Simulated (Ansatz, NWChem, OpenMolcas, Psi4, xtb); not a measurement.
## Redistribution: CBrCl2F + CBrClF2 → CCl3F + CBr2F2

Species: CBrCl2F `FC(Cl)(Cl)Br`, singlet; CBrClF2 `FC(F)(Cl)Br`, singlet; CCl3F `FC(Cl)(Cl)Cl`, singlet; CBr2F2 (dibromodifluoromethane) `FC(F)(Br)Br`, singlet. The partners trade Br for Cl; both sit on C, so the bond types are kept.

Shapes, held fixed at every level: PBE0-D4/def2-TZVP. Programs: Ansatz 0.2.0, NWChem 7.3.0, OpenMolcas 26.06, Psi4 1.11, xtb 6.7.1, xtb 6.7.1 later snapshot. A level may come from different programs for different species; with the same settings they agree closely. The zero-point and thermal change to 298 K, harmonic and unscaled (PBE0-D4/def2-TZVP), is -0.1 kJ/mol.

| level | kind | ΔH(298 K) (kJ/mol) | less CCSD(T)/def2-TZVPP |
| --- | --- | --- | --- |
| GFN0-xTB | semi-empirical | +2.3 | +0.1 |
| SPW92/def2-TZVPP | LDA | +1.4 | -0.8 |
| B3LYP/6-31G* (Cartesian functions) | global hybrid | -0.2 | -2.4 |
| r2SCAN0-D4/def2-TZVPP | global hybrid | +1.8 | -0.4 |
| wB97X-V/def2-TZVPP | range-separated hybrid | +1.6 | -0.6 |
| B2PLYP/def2-TZVPP | double hybrid | +1.8 | -0.4 |
| MP2/def2-SVP | perturbation theory | +3.5 | +1.3 |
| CCSD/def2-SVP | coupled cluster or CI | +3.1 | +0.9 |
| CCSD(T)/def2-TZVPP | coupled cluster or CI | +2.2 | 0.0 |

The highest level, CCSD(T)/def2-TZVPP, gives ΔH(298 K) = +2.2 kJ/mol; the levels span -0.2 to +3.5. That is about zero within the method's error. They disagree on the sign: 8 of 9 are positive. The column of differences is taken from that level and isn't an error. No measured value is set beside it here. Relativity is left out for Br. Outer-core shells of Br are correlated in most correlated rows, in sets that cover them unevenly.

The exchange is close to thermoneutral because it conserves more than the number of C–F, C–Cl and C–Br bonds. The count of geminal F–F pairs is also unchanged, so the strong anomeric stabilisation of the CF2 group largely cancels. What remains is the small difference between placing Br and Cl on the more fluorinated carbon. The +2.2 kJ/mol from CCSD(T) would fit a slight preference of the more electropositive carbon for the more polar C–Cl bond, together with altered contacts among the heavier halogens, but so small a value can't establish either contribution.

The closeness of GFN0-xTB to the coupled-cluster result probably reflects this cancellation and says little about its accuracy for individual C–halogen bonds. With so little enthalpic drive, entropy should weigh heavily in the equilibrium. Both products have higher rotational symmetry than the reactants, which statistically favours the mixed halomethanes on the left. The reaction enthalpy carries no information about how fast the halogens would exchange.
